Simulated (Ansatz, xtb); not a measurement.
Relative energy of two isomers of CH5GeS

Structure X: `C[S][GeH2]`, a doublet. Structure Y: `[CH3][GeH2][S]`, a doublet. Both are isolated molecules in the gas phase, relaxed with PBE0-D3(BJ)/def2-SVP; each stands in its lowest conformer found.

Quicker runs give these differences E(Y) − E(X): GFN2-xTB +0.5 kcal/mol; HF/STO-3G −38.6 kcal/mol (at GFN2-xTB geometries); r2SCAN-D4/def2-SVP −5.7 kcal/mol (at GFN2-xTB geometries).

Q: Estimate E(Y) − E(X) at the level CCSD(T)/def2-SVP + ΔMP2/def2-TZVPP.

A: Calculated at CCSD(T)/def2-SVP + ΔMP2/def2-TZVPP: E(Y) − E(X) = −5.3 kcal/mol, so structure Y lies lower.

The same difference at several levels:

| level | geometry | E(Y) − E(X) (kcal/mol) | departure from the last row (kcal/mol) | job, with rough time for the two |
| --- | --- | --- | --- | --- |
| GFN2-xTB | GFN2-xTB | +0.5 | +5.8 | optimisation, 0.16 s |
| HF/STO-3G | GFN2-xTB | −38.6 | −33.3 | single point, 0.9 s |
| r2SCAN-D4/def2-SVP | GFN2-xTB | −5.7 | −0.4 | single point, 8.6 s |
| PBE0-D3(BJ)/def2-SVP | PBE0-D3(BJ)/def2-SVP | −3.7 | +1.6 | optimisation, 2.2 min |
| HF/def2-SVP | PBE0-D3(BJ)/def2-SVP | −13.7 | −8.4 | part of the CCSD(T) run |
| MP2/def2-SVP | PBE0-D3(BJ)/def2-SVP | −6.2 | −0.9 | part of the CCSD(T) run |
| CCSD(T)/def2-SVP | PBE0-D3(BJ)/def2-SVP | −6.6 | −1.3 | single point |
| CCSD(T)/def2-SVP + ΔMP2/def2-TZVPP | PBE0-D3(BJ)/def2-SVP | −5.3 |  | single point, 50 s |

As drawn, Y has 1 C–Ge in place of 1 C–S.

GFN2-xTB puts the two in the other order. The largest departure from CCSD(T)/def2-SVP + ΔMP2/def2-TZVPP is that of HF/STO-3G, 33.3 kcal/mol. The last row adds to CCSD(T) the change of the MP2 difference between the two basis sets, here +1.3 kcal/mol.

With harmonic frequencies from PBE0-D3(BJ)/def2-SVP (ideal gas, rigid rotor, one conformer each, 298.15 K, 1 atm): on the last row, ΔE + ΔZPE = −5.5, ΔH = −5.6, ΔG = −5.3 kcal/mol.

Open shells are spin-unrestricted. The correlated steps freeze 15 core orbitals; the filled d shell of Ge is correlated, in a basis made for valence electrons. Mirror images aren't counted in ΔG. Run with Ansatz 0.2.0, xtb 6.7.1; the last row on 2 threads of Arm Neoverse V2 on a shared host.

The thiyl radical CH3GeH2S• lies modestly below its germyl isomer CH3SGeH2•, by 5.3 kcal/mol at the highest level. The count of bonds drawn is the same in both, so the preference reflects a balance between exchanging C–S for C–Ge and moving the unpaired electron from germanium to sulfur. Y keeps germanium tetravalent and places the radical centre in a sulfur 3p orbital, whereas X has a trivalent germanium centre, probably stabilised somewhat by donation from the adjacent sulfur lone pair. The small net difference suggests that these contributions largely offset one another.

Correlation favours X: in the same basis and at the same geometries, the gap narrows from −13.7 with HF to −6.6 kcal/mol with CCSD(T). This probably reflects different correlation among the sulfur lone pairs and neighbouring bonds when sulfur is divalent. Vibrational and thermal terms barely alter the preference, as expected for isomers that both retain CH3 and GeH2 groups. The energies say nothing about the barrier to methyl migration between sulfur and germanium, so X could still be kinetically persistent.
